**Conventions.** The electron has charge $-e$, the field $\mathbf B=B\hat z$ points along $\mathbf a_1\times\mathbf a_2$, and $\boldsymbol\pi=\mathbf p+e\mathbf A$ obeys $[\pi_x,\pi_y]=-i\hbar eB$. The flux per cell is $\phi=B|\mathbf a_1\times\mathbf a_2|$, with $\phi_0=h/e$ and $\omega=e^{2\pi i\phi/\phi_0}$. The vector $\mathbf K=\boldsymbol\pi-e\mathbf B\times\mathbf r$ commutes with both components of $\boldsymbol\pi$ and has $[K_x,K_y]=+i\hbar eB$. The operator $T(\mathbf a)=e^{-i\mathbf a\cdot\mathbf K/\hbar}$ shifts $\mathbf r$ by $\mathbf a$, so for lattice vectors it commutes with any $H$ built from $\boldsymbol\pi$ and a periodic potential. The commutator of the exponents is the number $-(1/\hbar^2)(i\hbar e\phi)=-2\pi i\phi/\phi_0$, hence

$$T(\mathbf a_1)T(\mathbf a_2)=e^{-2\pi i\phi/\phi_0}\,T(\mathbf a_2)T(\mathbf a_1).$$

A positive charge or a reversed field gives the opposite sign. This is the magnetic translation algebra of Brown and Zak (1964). I want to see it on the fewest sites possible.

## Scales of the moiré lattice

With the typical graphene lattice constant $a=0.246$ nm and twist $\theta=1.1^\circ$, the moiré period is $L=a/[2\sin(\theta/2)]=12.8$ nm and the cell area is $\mathcal A=(\sqrt3/2)L^2=142\ \text{nm}^2$. Since $\phi_0=4.136\times10^{-15}$ Wb, one quantum per cell needs $B_0=\phi_0/\mathcal A=29.1$ T. Flux $1/2$ sits at 14.5 T and flux $1/3$ at 9.7 T. At a generic angle the atomic structure is not strictly periodic. I treat the moiré lattice as exact, as the one-valley continuum description does.

## Model

I put one spinless orbital on each site $\mathbf R=m\mathbf a_1+n\mathbf a_2$ of the triangular moiré lattice, $\mathbf a_1=L(1,0)$, $\mathbf a_2=L(1/2,\sqrt3/2)$. Writing $\mathbf r=x_1\mathbf a_1+x_2\mathbf a_2$, I choose the gauge $\mathbf A\cdot d\mathbf l=\phi\,x_1dx_2$. A hop carries the Peierls factor $\exp(-\tfrac{ie}{\hbar}\int\mathbf A\cdot d\mathbf l)$ along the straight bond. The hops along $\mathbf a_1$, $\mathbf a_2$ and $\mathbf a_2-\mathbf a_1$ are

$$U|m,n\rangle=|m+1,n\rangle,\quad V|m,n\rangle=\omega^{-m}|m,n+1\rangle,\quad W|m,n\rangle=\omega^{-(m-1/2)}|m-1,n+1\rangle,$$

so $W=\omega^{1/2}U^\dagger V$ with $\omega^{1/2}=e^{i\pi\phi/\phi_0}$, and $UV=\omega VU$. The Hamiltonian is $H=-tM$, $M=U+V+W+\text{h.c.}$, $t>0$. At zero field the band runs from $-6t$ to $3t$. I assume $t=1$ meV ($1.602\times10^{-22}$ J), chosen so that the width of 9 meV is of the order typical of the flat bands near the magic angle.

**Symmetries.** $T_2|m,n\rangle=|m,n+1\rangle$ commutes with $U$ and $V$, because their phases do not depend on $n$. For the other direction I try $T_1|m,n\rangle=f(n)|m+1,n\rangle$. It commutes with $U$. Commuting with $V$ requires $\omega^{-m}f(n+1)=f(n)\,\omega^{-(m+1)}$, so $f(n)=\omega^{-n}$. Then $T_1T_2|m,n\rangle=\omega^{-(n+1)}|m+1,n+1\rangle$ and $T_2T_1|m,n\rangle=\omega^{-n}|m+1,n+1\rangle$, that is $T_1T_2=\omega^{-1}T_2T_1$, as in the continuum.

**Bloch theorem.** Let $\phi/\phi_0=p/q$ with $p,q$ coprime. Then $T_1^qT_2=\omega^{-q}T_2T_1^q=T_2T_1^q$, and $T_1^q$ is the plain shift by $q\mathbf a_1$. I label eigenstates by $T_1^q\psi=e^{-iqk_1}\psi$ and $T_2\psi=e^{-ik_2}\psi$, with $k_i=\mathbf k\cdot\mathbf a_i$:

$$\psi(m,n)=e^{i(k_1m+k_2n)}u_m,\quad u_{m+q}=u_m,\quad 0\le k_1<2\pi/q,\quad 0\le k_2<2\pi .$$

This magnetic zone has $1/q$ of the original area. On $N$ cells, with both sides of the torus multiples of $q$, it holds $N/q$ points, each with $q$ eigenvalues. From $T_2T_1\psi=\omega T_1T_2\psi=e^{-i(k_2-2\pi p/q)}T_1\psi$, the state $T_1\psi$ has the same energy, the same $k_1$ and $k_2$ shifted by $-2\pi p/q$. Repeating this visits $q$ distinct values of $k_2$ modulo $2\pi$, so every level is at least $q$-fold degenerate.

On the vector $u$, let $X$ be the cyclic shift, $(Xu)_m=u_{m-1}$, and $Z=\mathrm{diag}(\omega^{-m})$. Then

$$U=e^{-ik_1}X,\qquad V=e^{-ik_2}Z,\qquad W=\omega^{1/2}e^{i(k_1-k_2)}X^\dagger Z .$$

## Flux 1/2

Here $\omega=-1$, $\omega^{1/2}=i$, $X=\sigma_x$, $Z=\sigma_z$ and $i\sigma_x\sigma_z=\sigma_y$, so

$$H(\mathbf k)=-2t\,[\cos k_1\,\sigma_x+\cos(k_1-k_2)\,\sigma_y+\cos k_2\,\sigma_z],$$
$$E_\pm=\pm2t\sqrt{\cos^2k_1+\cos^2k_2+\cos^2(k_1-k_2)} .$$

The invariance under $k_2\to k_2-\pi$ is visible. The radicand equals $\tfrac32+\tfrac12s(2k_1,2k_2)$ with $s(x,y)=\cos x+\cos y+\cos(x-y)$. Since $|1+e^{ix}+e^{iy}|^2=3+2s$, the range of $s$ is $[-3/2,3]$, and $|E|$ runs from $\sqrt3\,t$ to $2\sqrt3\,t$. The zone average of $E^2$ is $6t^2$, one $t^2$ per neighbour, as it must be at any field. The $2\times2$ torus has $k_1=0$, $k_2=0,\pi$ and levels $\pm2\sqrt3\,t$, each twice. This case cannot test the sign of the phase, because $\omega=\omega^{-1}$.

## Flux 1/3

This is the smallest case where the sign shows. I get the characteristic polynomial of the $3\times3$ matrix $M$ from traces. A product $X^aZ^b$ has nonzero trace only if $a$ and $b$ are multiples of 3. So $\mathrm{tr}M=0$, and $\mathrm{tr}M^2=6\times3=18$ from each hop times its inverse. Two kinds of term enter $\mathrm{tr}M^3$.

- Straight paths across the magnetic period: $U^3=e^{-3ik_1}$, $V^3=e^{-3ik_2}$. From $ZX^\dagger=\omega X^\dagger Z$ follows $(X^\dagger Z)^3=\omega^3=1$, and $\omega^{3/2}=-1$, so $W^3=-e^{3i(k_1-k_2)}$.
- Triangles: $UWV^\dagger=\omega^{1/2}$ and $WUV^\dagger=\omega^{-1/2}$, each in three cyclic orders, plus the conjugates. The sum is $12\cos(\pi/3)=6$.

For a traceless $3\times3$ matrix, $\det(\lambda-M)=\lambda^3-\tfrac12\mathrm{tr}M^2\,\lambda-\tfrac13\mathrm{tr}M^3$. With $E=-t\lambda$,

$$\lambda^3-9\lambda=D(\mathbf k)=6+2[\cos3k_1+\cos3k_2-\cos(3k_1-3k_2)].$$

The momenta enter only as $3k_1$ and $3k_2$, which is the threefold degeneracy. The bracket equals $-s(3k_1+\pi,3k_2+\pi)$, so $0\le D\le9$. Setting $\lambda=2\sqrt3\cos\vartheta$ gives $6\sqrt3\cos3\vartheta=D$. Since $6\sqrt3=10.39$ exceeds 9, the roots never meet and both gaps stay open. Each root is monotonic in $D$, so the edges come from $D=0$ ($\lambda=0,\pm3$) and $D=9$ ($\vartheta=10^\circ,130^\circ,250^\circ$).

**Nine sites.** On the $3\times3$ torus every site has six distinct neighbours, and $k_1=0$, $k_2=0,2\pi/3,4\pi/3$. All three points give $D=8$, and $\lambda^3-9\lambda-8=(\lambda+1)(\lambda^2-\lambda-8)$. The levels are $E/t=-(1+\sqrt{33})/2,\ 1,\ (\sqrt{33}-1)/2$, each three times. Each eigenspace carries one three-dimensional representation of the algebra, in which $T_2$ is a clock and $T_1$ the shift between its eigenstates.

| $\phi/\phi_0$ | $B$ (T) | model subbands (meV) | model gaps (meV) | $q\times q$ torus levels (meV) |
|---|---|---|---|---|
| 1/2 | 14.5 | $[-3.46,-1.73]$, $[1.73,3.46]$ | 3.46 | $\pm3.46$, twofold |
| 1/3 | 9.7 | $[-3.41,-3]$, $[0,1.18]$, $[2.23,3]$ | 3, 1.04 | $-3.37$, $1$, $2.37$, threefold |

## Against the general statement

The model reproduces each part: the phase $\omega^{-1}$, the commuting pair $T_1^q,T_2$, a zone of $1/q$ the area, $q$ subbands of $N/q$ states, and $q$-fold levels, so a subband has at most $N/q^2$ independent energies. On nine sites this reads three subbands of three states with one energy each. A subband holds $1/(q\mathcal A)$ states per area. For $p=1$ this is $eB/h$, the density of a Landau level, $2.3\times10^{15}\ \text{m}^{-2}$ at flux $1/3$.

Three things the algebra does not fix.

1. *Gaps.* Subbands may touch or overlap in other Hamiltonians. Here they happen not to.
2. *Period in flux.* The algebra repeats after $\phi_0$, but $\omega^{1/2}$ changes sign, because each triangle holds half the flux. At $\phi=\phi_0$ the band is $-2t[\cos k_1+\cos k_2-\cos(k_1-k_2)]$, from $-3t$ to $6t$, the mirror image of the zero-field band. The spectrum of this model has period $2\phi_0$.
3. *Number of subbands.* The count $q$ per band relies on a fixed number of orbitals per cell. By the Středa relation, a group of $\nu$ bands whose density changes as $\partial n/\partial B=Ce/h$ holds $N(\nu+C\phi/\phi_0)$ states, or $\nu q+Cp$ subbands, while its bounding gaps stay open. My band has $C=0$.

## What carries over to the bilayer

The fields and the state density depend only on $a$ and $\theta$, with $B_0\propto\theta^2$ at small angle. The energies are the model's. The bilayer has two flat bands per spin and valley, joined at Dirac points, which one orbital cannot give. At zero field the twofold rotation about $\hat z$ combined with time reversal keeps a valley fixed and forces $C=0$ for the pair. That yields $2q$ subbands per spin and valley, $8q$ in all and 24 at flux $1/3$, as long as the gaps to the remote bands survive.

Two neglected terms rival or exceed the model's splittings. With an assumed $g=2$, the Zeeman splitting $g\mu_BB$ is 1.7 meV at flux $1/2$ and 1.1 meV at flux $1/3$, as large as the upper gap there. It commutes with $T_1$ and $T_2$ and displaces the spin copies rigidly. The Coulomb scale $e^2/(4\pi\varepsilon_0\varepsilon_rL)$, with an assumed $\varepsilon_r=5$, is 22 meV, above the whole bandwidth. It is invariant when all electrons are translated together, so the symmetry survives, but the table predicts no observed gap.

One orbital on a triangular lattice is the usual description of the top moiré valence band of aligned WSe$_2$/WS$_2$, where the model is closer to home. With a typical period of 8 nm, $B_0=75$ T and flux $1/3$ needs 25 T.